\section*{Pairing of hydrogen on silicon dimers, and Si(111) as the limit without pairing}

Two adsorbed hydrogen atoms have to meet before they leave a silicon surface as H$_2$, so one expects a rate proportional to the square of the coverage. The monohydride on Si(111) comes close to this. On the dimerised Si(100) surface the desorption is close to first order over much of the coverage range. The pairing model of D'Evelyn, Yang and Sutcu (1992) gives both behaviours from one formula. I will derive it, let the pairing energy go to zero, and put in numbers for Si(111).

\subsection*{Premises and conventions}

(P1) The surface consists of $N$ dimers. Each dimer atom has one dangling bond and binds at most one H. The coverage $\theta$ is the number of H atoms divided by the $2N$ sites, so $0\le\theta\le1$.

(P2) A dimer with 0, 1 or 2 H atoms has energy $e_0$, $e_1$ or $e_2$, whatever its neighbours carry.

(P3) Diffusion is fast compared with desorption, so the layer is in equilibrium at its momentary $\theta$ and $T$.

(P4) H$_2$ leaves only from doubly occupied dimers, each with probability $k=\nu\,e^{-E/k_BT}$ per unit time, with $\nu$ and $E$ independent of $\theta$. There is no readsorption.

(P5) Internal partition functions (vibration, spin) are products of site factors. Any remainder is absorbed in $\varepsilon$.

The pairing energy is the energy released when two singly occupied dimers turn into an empty and a full one,
\begin{equation}
\varepsilon=2e_1-e_0-e_2,\qquad x=e^{\varepsilon/k_BT}.
\label{eq:eps}
\end{equation}
In the bond picture the two dangling bonds of an empty dimer form a weak $\pi$ bond, the first H destroys it, and the second finds nothing left to destroy. With an Si--H bond energy $D$ and a $\pi$-bond energy $\pi_b$ we have $e_0=-\pi_b$, $e_1=-D$, $e_2=-2D$, and Eq.~(\ref{eq:eps}) gives $\varepsilon=\pi_b$.

\textbf{Question.} So the H atoms do not attract each other?

\textbf{Answer.} Not directly. The gain sits in the empty dimer that pairing sets free. Only the combination (\ref{eq:eps}) enters the populations at fixed $\theta$, so the statistics cannot tell this from a true attraction.

\subsection*{Populations}

Let $n_j=N_j/N$ be the fraction of dimers with $j$ atoms. Counting dimers and atoms gives $n_0+n_1+n_2=1$ and $n_1+2n_2=2\theta$. One variable stays free. I take $u=n_1/2$, the probability that a dimer carries H on one specified atom only:
\begin{equation}
n_2=\theta-u,\qquad n_1=2u,\qquad n_0=1-\theta-u .
\label{eq:cons}
\end{equation}
The number of arrangements is $W=N!\,2^{N_1}/(N_0!\,N_1!\,N_2!)$, where $2^{N_1}$ counts the choice of atom on each singly occupied dimer. By (P2) and (\ref{eq:cons}) the energy per dimer is $\theta e_2+(1-\theta)e_0+\varepsilon u$. Stirling's formula gives the free energy per dimer,
\begin{equation}
f(u)=\mathrm{const}+\varepsilon u+k_BT\left[n_0\ln n_0+2u\ln u+n_2\ln n_2\right],
\end{equation}
where $n_1\ln n_1-n_1\ln2=2u\ln u$ was used. With $dn_0/du=dn_2/du=-1$ the constant terms of the derivative cancel, and
\begin{equation}
f'(u)=\varepsilon+k_BT\ln\frac{u^2}{n_0n_2}=0
\quad\Rightarrow\quad
n_0n_2=x\,u^2=\frac{x}{4}\,n_1^2 .
\label{eq:mass}
\end{equation}
The second derivative $k_BT(1/n_0+2/u+1/n_2)$ is positive, so this is the only minimum, and for large $N$ it fixes the mean. Write $q=\theta(1-\theta)$. Since $(\theta-u)(1-\theta-u)=q-u+u^2$, Eq.~(\ref{eq:mass}) becomes
\begin{equation}
(x-1)u^2+u-q=0 .
\label{eq:quad}
\end{equation}
Define
\begin{equation}
S=\sqrt{1+4(x-1)\theta(1-\theta)}=\sqrt{(1-2\theta)^2+4xq},
\end{equation}
which is real for all $x>0$. The roots are $(-1\pm S)/[2(x-1)]$. The populations are non-negative only for $0\le u\le\min(\theta,1-\theta)\le1/2$. The root with the lower sign is negative for $x>1$ and equals $(1+S)/[2(1-x)]>1/2$ for $x<1$, so it drops out. Hence
\begin{equation}
n_2=\theta-\frac{\sqrt{1+4(x-1)\theta(1-\theta)}-1}{2(x-1)} .
\label{eq:main}
\end{equation}
Because $S^2-1=4(x-1)q$, the root can be written $u=2q/(S+1)$, which has no $0/0$ at $x=1$:
\begin{equation}
n_2=\theta\,\frac{S-1+2\theta}{S+1}.
\label{eq:main2}
\end{equation}

\textbf{Question.} Is this the quasi-chemical approximation?

\textbf{Answer.} It is the same equation, but here it is exact for large $N$, because every site interacts with a single partner. The grand canonical route shows this. One dimer has the partition function $\xi=1+2y+xy^2$ with activity $y=\exp[(\mu-e_1+e_0)/k_BT]$. Then $n_0=1/\xi$, $u=y/\xi$, $n_2=xy^2/\xi$, and (\ref{eq:mass}) holds identically.

\subsection*{Rate law and reaction order}

By (P4) there are $kNn_2$ events per unit time, and each removes two of the $2N\theta$ atoms:
\begin{equation}
-\frac{d\theta}{dt}=k\,n_2(\theta,x).
\label{eq:rate}
\end{equation}
I define the local order as $m=\partial\ln n_2/\partial\ln\theta$ at fixed $T$. Differentiating (\ref{eq:quad}) gives $[2(x-1)u+1]\,du=(1-2\theta)\,d\theta$, and the bracket equals $S$. So $\partial n_2/\partial\theta=(S-1+2\theta)/S$. Multiplying by $\theta$ and dividing by (\ref{eq:main2}),
\begin{equation}
m=1+\frac1S .
\label{eq:order}
\end{equation}
All limits can be read from this.

\emph{Low coverage.} Iterating $u=q-(x-1)u^2$ gives $u=q-(x-1)q^2+2(x-1)^2q^3-\dots$, and collecting powers of $\theta$,
\begin{equation}
n_2=x\theta^2\left[1-2(x-1)\theta+O(\theta^2)\right].
\end{equation}
The rate is second order, $kx\theta^2$, when $2|x-1|\theta\ll1$. For large $x$ this reads $\theta\ll1/x$.

\emph{Strong pairing.} For $S\gg1$ we have $u\simeq\sqrt{q/x}$ and
\begin{equation}
n_2\simeq\theta\left[1-\sqrt{\frac{1-\theta}{x\theta}}\,\right],\qquad m\simeq1+\frac{1}{2\sqrt{xq}} .
\end{equation}
Nearly all atoms are paired already, and the rate is $k\theta$. This needs $\theta\gg1/x$, which is possible only for $x\gg1$. The approach is slow, as $(x\theta)^{-1/2}$, and for $x>1$ the order never falls below its value at half coverage, where $S=\sqrt x$ and $m=1+e^{-\varepsilon/2k_BT}$.

\textbf{Question.} Your $S$ returns to one at $\theta=1$. Is a full layer second order?

\textbf{Answer.} Locally, yes. For $1-\theta\ll1/x$ the vacancies are too dilute to pair, each spoils a dimer of its own, and $n_2\simeq2\theta-1$, with logarithmic slope 2. The value of $n_2$ is still close to $\theta$, so the rate is near $k\theta$. The local order is near one only if $1-\theta\gg1/x$ holds as well.

The temperature dependence follows in the same way. At fixed $\theta$, (\ref{eq:quad}) gives $\partial u/\partial x=-u^2/S$, so $\partial\ln n_2/\partial\ln x=xu^2/(Sn_2)=n_0/S$ by (\ref{eq:mass}). For constant $\varepsilon$ the apparent activation energy at fixed coverage is
\begin{equation}
E_{\rm app}=E-\varepsilon\,\frac{n_0}{S},
\end{equation}
which tends to $E-\varepsilon$ in the second-order regime at low coverage and to $E$ when $S\gg1$.

\subsection*{Isothermal decay}

The activity makes (\ref{eq:rate}) integrable. From $\theta=(y+xy^2)/\xi$ the quotient rule gives $d\theta/dy=(1+2xy+xy^2)/\xi^2$, and the numerator equals $\xi+2(x-1)y$. Therefore
\begin{equation}
-k\,dt=\frac{d\theta}{n_2}=\left[\frac{1}{xy^2}+\frac{2(x-1)}{x}\left(\frac1y-\frac{1+xy}{\xi}-\frac1\xi\right)\right]dy ,
\end{equation}
where $1/(y\xi)=1/y-(2+xy)/\xi$ was used. The terms $1/y-(1+xy)/\xi$ integrate to $\ln y-\frac12\ln\xi=\frac12\ln(n_2/x)$. With $r=\sqrt{x-1}$, $x\ge1$, we have $x\xi=(1+xy)^2+r^2$, so $-1/\xi$ integrates to $r^{-1}\arctan[r/(1+xy)]$. With $\rho=xy=n_2/u=(S-1+2\theta)/[2(1-\theta)]$ the result is $kt=G(\theta)-G(\theta_0)$,
\begin{equation}
G(\theta)=\frac1\rho-\frac{x-1}{x}\ln n_2-\frac{2r}{x}\arctan\frac{r}{1+\rho},\qquad G(1)=0 .
\label{eq:G}
\end{equation}
For $x\to\infty$ at fixed $0<\theta<1$ this tends to $-\ln\theta$, the exponential decay.

\subsection*{The limit $\varepsilon=0$ and Si(111)}

At $x=1$ we have $S=1$, so $u=\theta(1-\theta)$, $n_2=\theta^2$, $m=2$ and $E_{\rm app}=E$ at every coverage. In (\ref{eq:G}) only $1/\rho=1/\theta-1$ survives:
\begin{equation}
-\frac{d\theta}{dt}=k\theta^2,\qquad \frac1\theta=\frac1{\theta_0}+kt .
\label{eq:second}
\end{equation}

\textbf{Question.} Si(111) has no dimers with dangling bonds. What does $n_2$ mean there?

\textbf{Answer.} At $\varepsilon=0$ the division into dimers has no physical effect, and that is why the limit carries over. On the ideal $1\times1$ surface every top atom has one dangling bond along the normal, and the sites form a triangular lattice with $z=6$ neighbours. If all arrangements of $M$ atoms on $N_s$ sites have the same energy, two given sites are both occupied with probability $M(M-1)/[N_s(N_s-1)]\to\theta^2$. There are $zN_s/2$ neighbouring pairs. If an occupied one desorbs at the rate $k_b$ and removes two atoms, then $-d\theta/dt=zk_b\theta^2$. This is (\ref{eq:second}) with $k=6k_b$. The physical reason to set $\varepsilon=0$ is geometric. With the typical lattice constant $a=5.431$~\AA{} the neighbouring dangling bonds are $a/\sqrt2=3.84$~\AA{} apart and their atoms share no bond, whereas the atoms of a Si(100) dimer are bonded at roughly 2.3~\AA. It remains a premise about the surface and does not follow from the model.

For a linear ramp $T=\beta t$, Eq.~(\ref{eq:second}) separates. Put $b=E/k_BT$. The substitution $s=T/T'$ gives $\int_0^Te^{-E/k_BT'}dT'=T\,E_2(b)$ with $E_2(b)=\int_1^\infty e^{-bs}s^{-2}ds$. Define $\kappa=kT/(\beta b)$ and $g=b\,e^{b}E_2(b)=1-2/b+6/b^2-\dots$. Then $1/\theta=1/\theta_0+\kappa g$. The rate $k\theta^2$ peaks where $d\ln k/dT=b/T$ equals $-2\,d\ln\theta/dT=2k\theta/\beta$, that is at $2\kappa\theta=1$. Eliminating $\theta$,
\begin{equation}
\kappa(T_p)=\frac{1}{\theta_0(2-g)},\qquad \theta(T_p)=\theta_0\left(1-\frac g2\right).
\label{eq:peak}
\end{equation}
Since $\kappa$ rises with $T$, the peak moves up as $\theta_0$ falls. For the rate $k\theta$ the same steps give $\kappa(T_p)=1$, independent of $\theta_0$.

\subsection*{Range of validity}

\emph{Residual pairing.} By (\ref{eq:order}) the largest departure from $m=2$ is $e^{-\varepsilon/2k_BT}-1$, at half coverage. At 750~K, where $k_BT=0.0646$~eV, an order above 1.9 needs $\varepsilon<0.014$~eV. An illustrative $\varepsilon=+0.05$~eV gives $m=1.68$ and $-0.05$~eV gives $m=2.47$. On the triangular lattice a neighbour interaction is described by (\ref{eq:mass}) only in the quasi-chemical approximation, and it would also make $k_b$ depend on the surroundings of the pair.

\emph{Inequivalent sites and reconstruction.} Clean Si(111) does not keep the $1\times1$ structure. The $7\times7$ cell has 19 dangling bonds on 12 adatoms, 6 rest atoms and one corner-hole atom, a fraction 0.39 of the 49 sites of the same $1\times1$ area, and its dimers are fully bonded. To size the effect take $\varepsilon=0$ and two classes of sites: a fraction $\phi$ of class A binds more strongly by $\Delta$, with $w=e^{\Delta/k_BT}$. Then $\theta_A=wy/(1+wy)$, $\theta_B=y/(1+y)$, $d\ln\theta_i/d\ln y=1-\theta_i$, and desorption from $i$--$i$ pairs has the order
\begin{equation}
m_{ii}=\frac{2(1-\theta_i)\,\theta}{\phi\,\theta_A(1-\theta_A)+(1-\phi)\,\theta_B(1-\theta_B)},
\end{equation}
with $\theta=\phi\theta_A+(1-\phi)\theta_B$. For the illustrative values $\phi=1/3$, $\Delta=0.10$~eV, 750~K and $\theta=0.2$ one finds $w=4.70$, $\theta_A=0.37$, $\theta_B=0.11$, $m_{AA}=1.73$ and $m_{BB}=2.45$. This is as large as the effect of a pairing energy of $\pm0.05$~eV, so an order somewhat below two on Si(111) is no proof of pairing. A layer that starts as H-terminated $1\times1$ also begins to reconstruct as it empties, which changes the number of sites. Cleaved Si(111)-$2\times1$ has $\pi$-bonded chains and lies outside the limit, and so do di- and trihydrides, which violate (P1).

\emph{Internal states.} The factor that (P5) hides is $q_0q_2/q_1^2$, with $q_j$ the internal partition function of a dimer with $j$ atoms. On a dimer the empty and full states are spin singlets and the half-filled one a doublet. This multiplies $x$ by $1/4$, equivalent to lowering $\varepsilon$ by $k_BT\ln4=0.090$~eV at 750~K, a sizeable part of a $\pi$-bond energy. An $\varepsilon$ taken from kinetics through (\ref{eq:main}) is therefore a free energy. For independent sites the spin counts are 4, 2 and 1, the factor is one, and $x=1$ stands.

\emph{Mobility.} With a typical diffusion barrier of 1.5~eV and an assumed attempt rate of $10^{13}$~s$^{-1}$ the hop rate at 750~K is $8.3\times10^2$~s$^{-1}$, which is $2.5\times10^5$ times the $k$ used below. Repeated encounters in two dimensions multiply the relative correction $k/\text{(hop rate)}$ by a factor of order $\ln(1/\theta)$ only, so (P3) holds with a wide margin.

\textbf{Question.} Does first-order kinetics on Si(100) prove that H$_2$ leaves from a single dimer?

\textbf{Answer.} No. Take two adjacent dimers, each singly occupied on the same side. Their probability is $2u^2=2n_0n_2/x$ by (\ref{eq:mass}). While $n_0$ varies slowly, that is for $\theta\ll1$, this channel has nearly the order (\ref{eq:order}) as well. The order tests the equilibrium populations, while (P4) needs separate evidence. Interactions between dimers along a row, excluded by (P2), would change the populations themselves.

\subsection*{Numbers for H/Si(111)}

The inputs are $E=2.6$~eV, $\nu=10^{15}$~s$^{-1}$ and $\beta=2$~K/s. They were chosen so that the peak of a full layer falls near the typical 800~K, so that temperature is no prediction. The area per $1\times1$ site is $\sqrt3a^2/4=0.1277$~nm$^2$, the site density is 7.83~nm$^{-2}$, and for a rate law written in atoms per area the prefactor is $\nu$ times the site area, $1.3\times10^{14}$~nm$^2$/s. The compiled expansion coefficient $2.6\times10^{-6}$~K$^{-1}$ at 293~K (Kaye and Laby Online), held constant, changes the area by 0.2\% up to 750~K, which is negligible here.

At 750~K, $b=40.23$, $k=3.4\times10^{-3}$~s$^{-1}$ and $k_b=5.6\times10^{-4}$~s$^{-1}$. The table follows a layer from $\theta_0=1$. Beside the limit $\varepsilon=0$ stands a dimerised surface with the effective $\varepsilon=0.25$~eV typical of Si(100), for which $x=47.85$ and $1/x=0.021$. I quote it in the reduced time $kt$ only, since its $k$ is a separate input. The last column is pure first order.

\begin{center}
\begin{tabular}{l|rr|rrr|r}
 & \multicolumn{2}{c|}{$\varepsilon=0$} & \multicolumn{3}{c|}{$\varepsilon=0.25$~eV} & \\
$\theta$ & $kt$ & $t$ (s) & $n_2$ & $m$ & $kt$ & $-\ln\theta$\\ \hline
0.5 & 1 & $3.0\times10^2$ & 0.437 & 1.14 & 0.75 & 0.69\\
0.1 & 9 & $2.7\times10^3$ & 0.0656 & 1.24 & 2.86 & 2.30\\
0.01 & 99 & $2.9\times10^4$ & $2.64\times10^{-3}$ & 1.59 & 8.21 & 4.61\\
0.001 & 999 & $3.0\times10^5$ & $4.38\times10^{-5}$ & 1.92 & 31.2 & 6.91
\end{tabular}
\end{center}

The paired surface crosses $m=3/2$ where $S=2$, at $\theta=0.016$ on the dilute side. At half coverage the two surfaces differ little in $kt$. To reach one per cent, the surface without pairing needs 12 times the reduced time. In a ramp, Eq.~(\ref{eq:peak}) puts the peak at 816~K for $\theta_0=1$, with $g=0.950$ and $\theta(T_p)=0.525$, and at 867~K for $\theta_0=0.1$, a shift of 51~K. A first-order process with the same $E$ and $\nu$ would peak at 817~K for both.

\textbf{Question.} How much of this should we believe for a real wafer?

\textbf{Answer.} These are the model's numbers. The reduced times at $\varepsilon=0$ depend on no input, but the seconds do, and 0.10~eV in $E$ changes them by the factor 4.7 at 750~K. As typical knowledge, and not as a measurement, rate constants quoted for this surface scatter by about an order of magnitude and tend to lie above my $k$, and the effective order on the $7\times7$ surface at low coverage is put between about 1.5 and 2. The model's times are thus more likely too long than too short, by a factor of several or more, and most of all in the dilute tail, where a lower order empties the surface faster than $1/kt$.